Dear colleague,

The K electron of hydrogen-like gold, Au⁷⁸⁺, is bound by 93.46 keV in the point-nucleus Dirac model, against 84.91 keV from the Schrödinger formula. Here is where that number comes from and how far it describes your ion.

Premises and conventions

There is one electron of mass m. The nucleus is a point charge Ze, infinitely heavy and without magnetic moment, and the radiation field is not quantised. I set ħ = c = 1 until the numbers, so that m stands for mc² and 1/m for the length ħ/mc. With ζ = Zα the potential energy is V = −ζ/r. In the standard representation the four-spinor has an upper pair φ and a lower pair χ, and the stationary Dirac equation reads

σ·p χ = (E − m − V) φ,  σ·p φ = (E + m − V) χ.  (1)

E includes the rest energy. A bound state must be square integrable and have −m < E < m; for |E| > m the solutions oscillate at infinity and form the continua.

Step 1. Separating the angles

The Hamiltonian commutes with J = L + σ/2 (acting on both pairs) and with parity. Let Ω(κ,μ) be the normalised two-component spherical spinor with total angular momentum j, projection μ and orbital number l. Since σ·L = J² − L² − 3/4, the operator σ·L + 1 has eigenvalue l + 1 for j = l + 1/2 and −l for j = l − 1/2. Call this eigenvalue −κ:

(σ·L + 1) Ω(κ,μ) = −κ Ω(κ,μ),  |κ| = j + 1/2,

so κ = −(l + 1) for j = l + 1/2 and κ = +l for j = l − 1/2. Thus s1/2 has κ = −1, p1/2 has κ = +1 and p3/2 has κ = −2. The operator σ_r = σ·r/r commutes with J, is odd under inversion, is Hermitian and squares to one. It therefore carries Ω(κ,μ) into the other spinor with the same j and μ, up to a phase, which I fix by σ_r Ω(κ,μ) = −Ω(−κ,μ).

From (σ·a)(σ·b) = a·b + iσ·(a×b) and σ_r² = 1,

σ·p = σ_r σ_r σ·p = σ_r [−i ∂/∂r + i σ·L/r].

On (u/r) Ω(κ,μ) we have σ·L = −(κ + 1) and ∂(u/r)/∂r = u′/r − u/r², so the bracket gives −(i/r)(u′ + κu/r), and σ_r supplies a sign:

σ·p [(u/r) Ω(κ,μ)] = (i/r)(u′ + κu/r) Ω(−κ,μ).  (2)

Because σ·p reverses κ, the ansatz is φ = (G/r) Ω(κ,μ), χ = i (F/r) Ω(−κ,μ). Using (2) once with κ and once with −κ in (1) gives two real equations,

G′ + κG/r = (m + E + ζ/r) F,
F′ − κF/r = (m − E − ζ/r) G,  (3)

and the norm is ∫(G² + F²) dr from 0 to ∞.

Step 2. Large distances and scaling

For large r the 1/r terms drop, G′ = (m + E)F and F′ = (m − E)G, hence G″ = λ²G with

λ = √(m² − E²) > 0.

A bound state must follow exp(−λr). Put ρ = λr and ν = √[(m − E)/(m + E)]. Then (m + E)/λ = 1/ν and (m − E)/λ = ν, and (3) becomes

dG/dρ + κG/ρ = (1/ν + ζ/ρ) F,
dF/dρ − κF/ρ = (ν − ζ/ρ) G.  (4)

One combination will matter:

1/ν − ν = [(m + E) − (m − E)]/λ = 2E/λ.

I write η = ζE/λ, so that ζ(1/ν − ν) = 2η. As E runs from −m to m, η rises monotonically from −∞ to +∞.

Step 3. The Frobenius series

The origin is a regular singular point of (4), so try

G = ρ^s exp(−ρ) Σ a_k ρ^k,  F = ρ^s exp(−ρ) Σ b_k ρ^k,  k = 0, 1, 2, …

The derivative of ρ^(s+k) exp(−ρ) is [(s + k)ρ^(s+k−1) − ρ^(s+k)] exp(−ρ). Collecting the power ρ^(s+k−1), with a₋₁ = b₋₁ = 0,

(s + k + κ) a_k − ζ b_k = a_(k−1) + b_(k−1)/ν,
ζ a_k + (s + k − κ) b_k = ν a_(k−1) + b_(k−1).  (5)

For k = 0 the right sides vanish, and a non-zero pair (a₀, b₀) needs a vanishing determinant, s² − κ² + ζ² = 0. So

s = ±γ,  γ = √(κ² − ζ²),

which is real and positive for ζ < |κ|. The solution that starts as ρ^(−γ) has a density ρ^(−2γ), which is not integrable when γ ≥ 1/2. For |κ| = 1 this holds while ζ ≤ √3/2 = 0.866, which is Z up to 118; gold has γ = 0.817, and higher |κ| only raise γ. For your ion square integrability alone therefore selects s = +γ. (For γ < 1/2 one needs an added condition, a finite mean potential energy, since ∫ρ^(2s−1) dρ converges at the origin only for s > 0.) The first line of (5) at k = 0 then fixes

b₀ = (γ + κ) a₀/ζ.  (6)

Step 4. Reduction to a single recurrence

The second right side in (5) is exactly ν times the first. Define

S_k = a_k + b_k/ν,

so that the right sides are S_(k−1) and νS_(k−1). The determinant of the left sides is

D_k = (γ + k)² − κ² + ζ² = k(k + 2γ),

positive for every k ≥ 1. Cramer's rule gives

a_k = S_(k−1) [γ + k − κ + νζ]/D_k,
b_k = S_(k−1) [ν(γ + k + κ) − ζ]/D_k.  (7)

The regular solution is thus unique up to the factor a₀. Now form a_k + b_k/ν. The κ terms cancel, the ζ terms give ζ(ν − 1/ν) = −2η, and

S_k = S_(k−1) · 2(k + γ − η)/[k(k + 2γ)],  k ≥ 1.  (8)

The coupled problem has become a two-term recurrence for the combination G + F/ν = ρ^γ exp(−ρ) Σ S_k ρ^k. The sum is the confluent hypergeometric series S₀ ₁F₁(γ + 1 − η; 2γ + 1; 2ρ), but we need only (8).

Step 5. Why the series must stop

Suppose no S_k vanishes. By (8), k S_k/S_(k−1) tends to 2. The ratio of successive coefficients goes to zero, so the series converges for all ρ. Beyond some index K the ratio is positive and larger than (3/2)/k, so all later terms have one sign and their sum exceeds in magnitude a constant times the tail of exp(3ρ/2). The first K terms are a polynomial and cannot cancel this. Then G + F/ν grows at least like exp(ρ/2), and the state is not normalisable. Hence some S_k must vanish. Let n_r be the first index for which it does. By (7), a_k = b_k = 0 for all k > n_r, both series are polynomials of degree n_r, and the state is normalisable. Termination is necessary and sufficient. It also has a plain meaning: S = 0 at the top index says F/G → −ν at large ρ, which is the ratio belonging to the decaying exponential in Step 2.

There are two ways to stop.

For n_r ≥ 1 the factor in (8) must vanish at k = n_r, so η = n_r + γ. This works for either sign of κ.

For n_r = 0 we need S₀ = 0, which by (6) means νζ = −(γ + κ). The left side is positive. For κ > 0 the right side is negative and there is no solution. For κ < 0 the condition is νζ = |κ| − γ, positive because γ < |κ|. Then ζ/ν = ζ²/(|κ| − γ) = |κ| + γ, since ζ² = (|κ| − γ)(|κ| + γ), and 2η = ζ/ν − ζν = 2γ. So η = γ, which continues the same rule to n_r = 0, but only for negative κ. For positive κ the value η = γ leaves S₀ ≠ 0 and all factors in (8) positive, so nothing terminates.

The quantisation condition is therefore

ζE/√(m² − E²) = n_r + γ,  (9)

with n_r = 0, 1, 2, … for κ < 0 and n_r = 1, 2, … for κ > 0.

Step 6. The energy formula

The right side of (9) is positive, so E > 0. Squaring, ζ²E² = (n_r + γ)²(m² − E²), and taking the positive root,

E = m (n_r + γ)/√[(n_r + γ)² + ζ²].

Define n = n_r + |κ|, an integer whose meaning appears below, and restore c:

E = mc² [1 + (Zα/(n − |κ| + γ))²]^(−1/2),  γ = √(κ² − (Zα)²),  |κ| = j + 1/2.  (10)

Sommerfeld obtained this expression in 1916 from quantised relativistic orbits, with his azimuthal number in the place of |κ|; Darwin and Gordon derived it from the Dirac equation in 1928.

The root above simplifies, because (n_r + γ)² + ζ² = n_r² + 2n_rγ + κ² = n² − 2n_r(|κ| − γ). Calling this Ñ², one has E = m(n_r + γ)/Ñ and λ = mζ/Ñ.

To identify n, expand in ζ. With δ = |κ| − γ = ζ²/(2|κ|) + O(ζ⁴), the denominator in (10) is n − δ. Use (1 + x)^(−1/2) = 1 − x/2 + 3x²/8 − … with x = ζ²/(n − δ)² = ζ²/n² + 2δζ²/n³ + …:

E/m = 1 − ζ²/(2n²) − (ζ⁴/2n⁴) [n/(j + 1/2) − 3/4] + O(ζ⁶).  (11)

The second term is the Bohr energy, so n is the principal quantum number, and the third is the fine structure. The counting agrees with the Schrödinger scheme. For given n, κ takes the values −1, …, −n and +1, …, +(n − 1); the missing κ = +n is the case excluded in Step 5, which is why there is no 1p1/2 level. With 2|κ| projections for each κ the total is n(n + 1) + n(n − 1) = 2n². Formula (10) depends on κ only through |κ|, so 2s1/2 and 2p1/2 coincide exactly in this model. One caution: n_r is the polynomial degree. It equals the Schrödinger node number n − l − 1 for κ < 0 and exceeds it by one for κ > 0.

Step 7. The K shell

For 1s1/2, κ = −1 and n_r = 0, so Ñ = 1 and

E = mγ,  λ = mζ,  γ = √(1 − ζ²).

The series has one term: G = A r^γ exp(−λr) and F = −νG with ν = (1 − γ)/ζ, which direct insertion into (3) confirms. Since ζ² = (1 − γ)(1 + γ), ν² = (1 − γ)/(1 + γ), and the lower component carries the fraction ν²/(1 + ν²) = (1 − γ)/2 of the norm. From ∫r^q exp(−2λr) dr = Γ(q + 1)/(2λ)^(q+1), the normalised radial density is

P(r) = (2λ)^(2γ+1) r^(2γ) exp(−2λr)/Γ(2γ + 1),

and the mean radius is ⟨r⟩ = (2γ + 1)/(2λ). The decay length 1/λ is the Bohr value a₀/Z; relativity changes the power in front, r^γ in place of r. The binding energy, counted from a free electron at rest, is

B = mc² (1 − γ).  (12)

Range of validity

Mathematically, (10) is exact for the stated Hamiltonian as long as ζ < |κ|. For j = 1/2 this means Z ≤ 137, with the added condition at the origin when ζ > √3/2. As ζ → 1 the 1s energy mγ goes to zero with infinite slope, and beyond that γ is imaginary, both solutions oscillate without end near r = 0, and the point-charge problem has no preferred solution. This is a defect of the point nucleus, and it is far from gold.

Physically, three things were left out. I estimate them for 1s.

Nuclear size. Replace the point by a uniform sphere of radius R. Inside it the potential energy is −ζ(3 − r²/R²)/(2R), so δV = ζ[1/r − (3 − r²/R²)/(2R)], which is positive: the binding is reduced. In first order, with exp(−2λr) ≈ 1 inside the nucleus, ∫P δV dr from 0 to R gives

ΔE = 2ζ² m (2λR)^(2γ) C/Γ(2γ + 1),  C = 1/(2γ) − 3/[2(2γ + 1)] + 1/[2(2γ + 3)].  (13)

The shift scales as R^(2γ), not as R². This is only an estimate. Inside the sphere r δV is of order ζ however small R is, so higher orders are not suppressed by λR, and even the first digit is uncertain.

Radiative corrections. Self-energy and vacuum polarisation shift an s level by (α/π)(ζ⁴/n³) mc² times a dimensionless function of ζ. I take from the general theory, without deriving it, that the net function is typically positive and of order one for heavy ions, so that the binding is again reduced. The same terms, with nuclear size, split 2s1/2 from 2p1/2.

Recoil. A finite nuclear mass M changes the level by an amount of order (m/M)B.

Hyperfine structure splits the level without moving its weighted centre in first order. Finally, (12) is for one electron. In a neutral gold atom the other electrons screen the nucleus, the K edge lies lower, and (12) does not apply.

Numbers for Au⁷⁸⁺

Take Z = 79, 1/α = 137.036, mc² = 510.999 keV and ħ/mc = 386.16 fm. Then

ζ = 0.57649,  ζ² = 0.33234,  γ = 0.81710,  1 − γ = 0.18290,

E = 417.54 keV,  B = 93.46 keV.

Formula (11) with n = 1 and j = 1/2 gives B = mc²(ζ²/2 + ζ⁴/8 + …). The Bohr term is 84.91 keV, the ζ⁴ term is 7.06 keV, and all higher orders together add 1.49 keV. The relativistic part is 8.55 keV, and the fine-structure term alone misses about a sixth of it, so for gold the closed form is needed and not the expansion.

The wave function has F/G = −0.3173, and 9.1 per cent of the norm sits in the lower component. The decay length is 1/λ = 670 fm and ⟨r⟩ = 882 fm, against 3/(2λ) = 1005 fm without relativity.

For the omitted terms I use two approximate inputs, R = 7.0 fm as a typical uniform-sphere radius for a gold nucleus and M = 197 u. In (13), 2λR = 0.0209, 2γ = 1.634, (2λR)^(2γ) = 1.80 × 10⁻³, C = 0.150 and Γ(2γ + 1) = 1.47, which gives about 0.06 keV. The radiative scale (α/π)ζ⁴mc² is 0.13 keV. The recoil, with m/M = 2.8 × 10⁻⁶, is about 0.3 eV and can be ignored at this level. With the radiative function set to one, size and radiative shifts add to roughly 0.2 keV, both lowering the binding. That is 0.2 per cent of B and about 2 per cent of the relativistic part.

So 93.46 keV is the number of the point-nucleus Dirac model, and its four figures belong to the model. For the ion itself, the estimates above place the K-shell binding about 0.2 keV lower, so the third figure already moves. If your spectrometer resolves a few tens of eV on transitions into the K shell, or on radiative capture into it, the departure from (12) is the 1s Lamb shift, by the usual convention nuclear size included, and (12) is the baseline from which that shift is counted.